Paired levels and an apparent gap in metallic NiSi₂

What is listed

A level is the energy of one electron state in the crystal at a chosen wave vector k, the quantity that sets how the phase of the wave changes from cell to cell. The levels come from an all-electron density-functional calculation with the program exciting and the gradient-corrected functional PBE, without spin-orbit coupling and at a fixed crystal geometry. Energies count from the Fermi energy, which divides mostly filled from mostly empty states. At one k point, neighbouring levels are either exactly equal or between about a tenth of an eV and about three and a half eV apart.

Kohn-Sham levels of NiSi₂ (Fm-3m, 3-atom cell) from exciting sodium: PBE, all-electron LAPW+lo, collinear spins, no spin-orbit coupling, 9×9×9 k mesh, Fermi-Dirac smearing of 0.05 eV. Energies are relative to the Fermi energy. Points 1 to 4, in reciprocal vectors of the primitive cell, are (0, 0, 0), (0.4444, 0, 0), (0.2222, 0.1111, 0) and (0.6667, 0.3333, 0).

```
row  level point (row)  level under 4 (eV)  level under 3 (eV)  level under 2 (eV)  level under 1 (eV)  level over 1 (eV)  level over 2 (eV)  level spin
  1                  1              -5.236              -3.534              -3.534              -0.336              1.694              1.694          up
  2                  1              -5.236              -3.534              -3.534              -0.336              1.694              1.694        down
  3                  2              -3.385              -3.385              -1.396              -1.396              1.719              1.826          up
  4                  2              -3.385              -3.385              -1.396              -1.396              1.719              1.826        down
  5                  3              -3.460              -1.709              -0.734              -0.157              0.659              2.777          up
  6                  3              -3.460              -1.709              -0.734              -0.157              0.659              2.777        down
  7                  4              -3.964              -3.283              -2.975              -2.278              0.406              3.870          up
  8                  4              -3.964              -3.283              -2.975              -2.278              0.406              3.870        down
```

The columns number the levels outward from the Fermi energy. The same column can therefore hold different bands at different points, and reading down it does not follow a band through the crystal. The comparison that makes sense runs along a row: which levels coincide, and which stand apart?

Symmetry decides which levels must coincide

Start from a free atom. Its five d orbitals have the same energy because no direction is special. A crystal makes directions unequal, and a wave running through it singles out one more. Two states are forced to share an energy only if some symmetry operation that leaves both crystal and wave vector unchanged turns one into a mixture of the two.

The four points lose symmetry to different degrees. Point 1 is the zone centre, where the wave has the same phase in every cell and all 48 operations of the cube survive. Point 2 lies along a body diagonal of the cube, which is a threefold axis. A rotation by a third of a turn mixes two orbitals lying across this axis, so they must stay equal.

Point 3 keeps only one mirror plane. Point 4, which is equivalent to a point on a face diagonal, keeps a twofold axis and two mirrors. These operations can only leave a state as it is or reverse its sign, so they never tie two different states together. The table follows this rule: equal pairs occur at points 1 and 2, and none occur at points 3 and 4, where the closest levels are still 0.308 eV apart.

The rule carries over to other directions in the same crystal. Along a cube edge the axis is fourfold, and a quarter turn again mixes two orbitals, so pairs are allowed there. At a general point, with no axis or mirror left, levels should separate.

The near-pair at point 2

The two empty levels at 1.719 and 1.826 eV look like a pair that has been slightly split. Symmetry gives a different reading. An equality enforced by the threefold axis would be exact in this calculation, as it is for the two filled pairs at the same point. The lower of the two is therefore a single level that happens to have a close neighbour.

Spin-orbit coupling would change this picture at point 2. It can split pairs on the threefold axis, for nickel d states by roughly a tenth of an eV or less. The exact equality there belongs to the level of theory used.

What the pairs reveal about bonding

At the zone centre, symmetry also tells which atomic orbitals can form a level. Nickel d orbitals give one pair and one triplet. The p orbitals of the two silicon atoms give two triplets, while the s orbitals of nickel and silicon give only single levels.

The isolated pair at -3.534 eV must then be essentially nickel d. Its lobes point towards the faces of the cube formed by the eight silicon neighbours, and its overlaps with silicon s and p orbitals cancel. The single level at -0.336 eV must be mainly of s type, because neither nickel d nor silicon p can form a single level at this point. These assignments are arguments from symmetry, not computed orbital weights. Levels at the edge of the table need more care: the two equal empty levels at 1.694 eV probably belong to a triplet whose third member is not listed, and the level at -5.236 eV may have equal partners that are cut off too.

The nickel d triplet can mix with a silicon p triplet even at the zone centre. Away from the centre the phases differ between cells, the cancellation for the d pair is in general lost, and its orbitals can then mix with those of silicon as well. Special directions can still protect one of them.

Why both spins agree

Up and down levels are identical at every point, so the eight rows hold four distinct sets of levels. This equality was not imposed: the run began with a magnetic field on nickel that favours one spin, and once this field had faded, practically no moment was left.

The Stoner picture offers a reason. A moment pays when the exchange energy gained exceeds the cost of moving electrons to higher levels, and that cost is high when few states lie at the Fermi energy. Here there are only 0.44 states per eV and cell for each spin. With the usual rough exchange parameter of nickel, about 1 eV, their product stays below the value of one needed for a moment. The parameter was not calculated for this compound, so the argument makes the result plausible but does not test it.

A metal with no listed level at the Fermi energy

Across all four points, no level lies between -0.157 and 0.406 eV. This looks like a gap of 0.563 eV, yet the calculation finds a metal. Nickel and two silicon atoms supply an even number of outer electrons, which could fill whole bands and leave an insulator. In NiSi₂ some bands instead cross the Fermi energy elsewhere in the zone, away from the listed points.

The electronic entropy provides a check. Smearing makes levels near the Fermi energy partly filled, and only partly filled levels carry entropy. In a gap much wider than the smearing, this entropy would almost vanish. If the density of states g is nearly constant over a few smearing widths w, adding up the contributions of all levels gives

TS = (π²/3) g w²

where TS is the entropy term in the energy. With g = 0.881 states per eV and cell for both spins, and w = 0.05 eV,

TS = 3.29 × 0.881 × 0.0025 eV = 0.0072 eV per cell.

The calculation itself gives 0.0076 eV, so the estimate is about 5% lower than the computed value. It has no adjustable constant, but it fails where g changes strongly within a few smearing widths. Because g and the entropy come from the same set of levels, the agreement is a check of consistency, not independent evidence. Both quantities say the same thing: the full mesh holds levels close to the Fermi energy, although the four listed points miss them.

For practical work, a handful of k points can reveal symmetry and bonding, but an empty window at those points does not make the crystal an insulator. A gap has to be judged from the levels over the whole zone. The printed output that follows gives the level spacings and the entropy estimate.

Printed output of the fit:

```
Spacings of neighbouring levels in eV from the lowest listed upward:
  row  operations  under 4 to 3  under 3 to 2  under 2 to 1  across Fermi energy  over 1 to 2  equal pairs
    1          48         1.702             0         3.198                 2.03            0            2
    2          48         1.702             0         3.198                 2.03            0            2
    3           6             0         1.989             0                3.115        0.107            2
    4           6             0         1.989             0                3.115        0.107            2
    5           2         1.751         0.975         0.577                0.816        2.118            0
    6           2         1.751         0.975         0.577                0.816        2.118            0
    7           4         0.681         0.308         0.697                2.684        3.464            0
    8           4         0.681         0.308         0.697                2.684        3.464            0
Largest summed difference between up and down levels at one point (eV): 0
Smallest spacing at point 3 (eV): 0.577
Smallest spacing at point 4 (eV): 0.308
Spacing of the two near but unequal empty levels at point 2 (eV): 0.107
Highest listed level under the Fermi energy (eV): -0.157
Lowest listed level over the Fermi energy (eV): 0.406
Apparent empty window over the four points (eV): 0.563
Density of states at the Fermi energy, both spins (states per eV and cell): 0.8813
Density of states at the Fermi energy for one spin (states per eV and cell): 0.4407
Distance of the nearest listed level from the Fermi energy in smearing widths: 3.14
Entropy term estimated from the density of states (meV per cell): 7.249
Entropy term of the run (meV per cell): 7.637
Estimate less run, in percent of the run: -5.089
```
